Of these six elements, boron alone has a lower energy in diamond than in simple cubic, by 99 meV per atom in LDA. A count of four valence electrons does not decide the matter: boron has three, while lead has four and still prefers simple cubic. The signs fit better with a trade between the number of bonds and their length. Diamond gives up two of six neighbours, and in a simple bond model, with its exponent chosen to suit, only boron's remaining bonds shorten enough to make up for the loss. All runs are without spin polarisation. They also combine LDA with PAW datasets made for PBE, a mismatch whose effect is untested.

Calculated values. Elements of the s and p block in simple cubic (structure 1) and diamond (structure 2), relaxed without spin polarisation in Ansatz 0.2.0 with LDA and scalar-relativistic plane-wave PAW (PBE datasets). The cutoff is 420 eV and the Fermi-Dirac smearing width 0.1 eV. Energies, extrapolated to zero smearing, and volumes are per atom; the k mesh column is for diamond.

| element | distinct k-meshes among the runs behind the row | Z | valence electrons | k mesh | energy of structure 2 less structure 1, LDA (meV/atom) | volume of structure 1, LDA (Å³) | volume of structure 2, LDA (Å³) | volume of structure 2, LDA over volume of structure 1, LDA, less one (%) |
| --- | --- | --- | --- | --- | --- | --- | --- | --- |
| B | 15x15x15 / 19x19x19 | 5 | 3 | 15×15×15 | -99 | 6.47 | 8.01 | 23.7 |
| K | 7x7x7 / 13x13x13 | 19 | 1 | 7×7×7 | 205 | 68.90 | 95.93 | 39.2 |
| As | 10x10x10 / 13x13x13 | 33 | 5 | 10×10×10 | 347 | 19.12 | 26.51 | 38.6 |
| In | 10x10x10 / 12x12x12 | 49 | 3 | 10×10×10 | 301 | 26.17 | 33.75 | 28.9 |
| Tl | 9x9x9 / 12x12x12 | 81 | 3 | 9×9×9 | 319 | 29.41 | 38.38 | 30.5 |
| Pb | 9x9x9 / 11x11x11 | 82 | 4 | 9×9×9 | 130 | 31.19 | 39.70 | 27.3 |

The electron count is tempting because it works so well elsewhere. An atom in diamond has four neighbours, and two electrons make a bond, so four electrons per atom fill all the bonding states and leave the antibonding ones empty. Silicon and germanium, in lead's own group, crystallise in this way. Yet boron, indium and thallium all have three valence electrons, and their energy differences run from -99 to 319 meV per atom. A cause that is the same in all three elements cannot produce that spread.

The count may still have an influence, as the two heavy neighbours suggest. From thallium to lead one electron is added, and the energy difference falls by 189 meV per atom. In the diamond structure the number of electronic states near the Fermi level, estimated from the smearing entropy, also drops, to less than a third. That is what the filling of bonding states would bring about. Spin-orbit coupling, which is strong in the 6p shell of both elements, is left out, so the size of this step is provisional.

Why does the fourth electron not carry lead all the way to diamond? A likely answer is that relativity draws the 6s electrons of lead close to the nucleus and down in energy. They then mix poorly with the 6p electrons, and four equal bonds need that mixing. The bands of lead in diamond do overlap, where those of silicon leave a gap, but this is weak support. Grey tin has four equal bonds and no gap either, and LDA tends to make gaps too small. The part played by relativity is not tested, as no run without it is given here.

A second explanation looks at empty space. Diamond is an open structure, and one might suppose that every bit of additional volume costs energy. It is roomier than simple cubic in all six elements, by 24 to 39 %. Boron contradicts the simple form of this idea, for its diamond structure takes up 24 % more room and is nevertheless lower in energy.

The third explanation asks what an atom gains when it has fewer neighbours. Its electrons are then shared among fewer bonds, so each bond becomes stronger and shorter. In a simple band picture the bond energy per atom grows only as the square root of the number of neighbours z, because that is how the width of the band grows. It also falls with the bond length d, roughly as d⁻ⁿ, where n says how steeply the bonding weakens with distance.

Against this stands a repulsion that adds up over all neighbours and falls off still more steeply. At the best bond length the two forces balance, and for such power laws the repulsion then cancels a fixed fraction of the bond energy. This fraction is the same in both structures, so it drops out of their ratio:

binding in diamond / binding in simple cubic = √(4/6) × (d in simple cubic / d in diamond)ⁿ

The first factor is the price of losing two neighbours, and the second is the reward for shorter bonds. With n = 3 the second factor follows directly from the volumes. At equal bond lengths diamond would need 1.54 times the volume per atom of simple cubic; whatever it falls short of this comes from shorter bonds. For boron the volumes are 8.01 and 6.47 Å³, which gives

√(4/6) × 1.54 × 6.47 / 8.01 ≈ 1.015

In the model, boron is thus bound about 1.5 % more strongly in diamond, in line with its negative energy difference. The same steps make lead about 1 % weaker there, and the other four elements weaker still. The model reaches its tie when diamond is about 26 % roomier, a value that falls between boron and lead. All six signs come out right.

This success depends on the exponent. The gentler fall-off n = 2, a common rule for s and p electrons, moves the tie to about 14 % and puts boron on the wrong side. A single exponent for all six elements must lie between about 2.8 and 3.2 to give every sign, and n = 3 was chosen with the table in view. Bond lengths and energies also come from the same relaxations, so the agreement shows that the picture is consistent rather than that shortening is a separate cause.

That boron should be the exception has a plausible atomic reason. In the bond model, losing neighbours shortens the bonds most where the repulsion is soft, that is, where it falls off only a little more steeply than the bonding. Boron's 2p electrons have no inner p shell beneath them, which may soften the repulsion between neighbours. Going from simple cubic to diamond does shorten the bonds by 7 % in boron, more than in any other element here. But lead, with several inner p shells, still reaches 6 %, so the missing shell is a likely cause rather than one this comparison isolates.

The sizes of the energy differences are another matter. The empty-room idea and the bond model were each given one adjustable energy scale and fitted to all six elements, boron included. Their typical misses are 132 and 135 meV per atom, hardly better than the 153 of a mere constant. Nor do the signs decide between the two. Once n is chosen, the bond model depends on nothing but the ratio of the volumes, so an empty-room model with a freely chosen threshold gives the same signs. What the bond model adds is a reason for such a threshold: a roomier structure can still be lower in energy if its bonds shorten enough. A volume ratio should not be used to estimate an energy. The printed analysis that follows shows both models element by element.

One might blame the single energy scale, since some of these elements are bound much more weakly than others. Potassium has the largest volume increase but only a middling energy difference. The product of bulk modulus and volume, a natural energy scale for a solid, is about 0.9 eV per atom in potassium and at least 5.7 eV in the others. Measured on that scale, however, potassium's preference for simple cubic is by far the largest, nearly six times that of arsenic, although the two have almost the same volume increase. Allowing for stiffness in this way therefore does not rescue either model, though stiffness is only a stand-in for the binding energy, which is not given here. Potassium's single valence electron is spread among many atoms, so a picture of separate bonds is also least justified there.

Arsenic, with the largest energy difference of all, suggests a part for electron filling, although the table cannot separate this from the small shortening of its bonds. Its three p electrons occupy orbitals at right angles, which point towards the six neighbours of simple cubic; its stable crystal is in fact a distorted form of that structure. In diamond, five electrons are one more than the bonding states can hold. For a related element two questions are therefore worth asking: how far the bonds shorten, and whether the electrons suit four neighbours or six. The answers bear on these two structures only, since neither is the stable form of any element in the table.

Numerical output:

```
fit of energy_2_less_1_LDA on 6 rows: coefficient of volume_change 6.732 +/- 1.9; rms 132, worst B 259, leave-one-out rms 151
fit of energy_2_less_1_LDA on 6 rows: coefficient of loss3 36.42 +/- 10; rms 135, worst In -209, leave-one-out rms 169
Bonds and the two one-constant models:
  row  simple cubic distance (Å)  diamond distance (Å)  bond shortening (%)  exponent n for a tie  binding lost in diamond at n 3 (%)  empty-room model (meV/atom)  bond model (meV/atom)
    B                      1.863                 1.733                7.009                  2.79                              -1.539                        159.6                 -56.06
    K                        4.1                 3.964                3.296                 6.048                               9.713                        263.9                  353.8
   As                      2.674                 2.582                3.431                 5.807                               9.335                        259.9                    340
   In                      2.969                 2.799                5.734                 3.433                               2.525                        194.6                  91.97
   Tl                      3.087                 2.921                5.362                 3.679                               3.672                        205.3                  133.7
   Pb                      3.148                 2.954                6.145                 3.197                               1.239                        183.8                  45.11
Diamond runs:
  row  bulk modulus (GPa)  bulk modulus times volume (eV/atom)  energy difference over that product (%)  rough states at Fermi level (per eV and atom)
    B               190.9                                9.545                                   -1.037                                         0.4358
    K               1.511                               0.9044                                    22.67                                           0.76
   As               53.79                                8.901                                    3.898                                         0.6347
   In                32.2                                6.782                                    4.438                                          0.696
   Tl               23.84                                5.712                                    5.585                                         0.8487
   Pb               33.77                                8.368                                    1.554                                         0.2413
In less B in the energy difference (meV/atom): 400
Tl less B in the energy difference (meV/atom): 418
Pb less Tl in the energy difference (meV/atom): -189
Pb less B in the energy difference (meV/atom): 229
Extra volume of diamond at equal bond length (%): 53.96
Extra volume at which the bond model ties for n 2 (%): 13.59
Extra volume at which the bond model ties for n 3 (%): 25.71
Rms miss of a mere constant (meV/atom): 152.9
Rank correlation of energy difference with extra volume: 0.6571
Rough states at Fermi level in diamond, Tl over Pb: 3.517
```
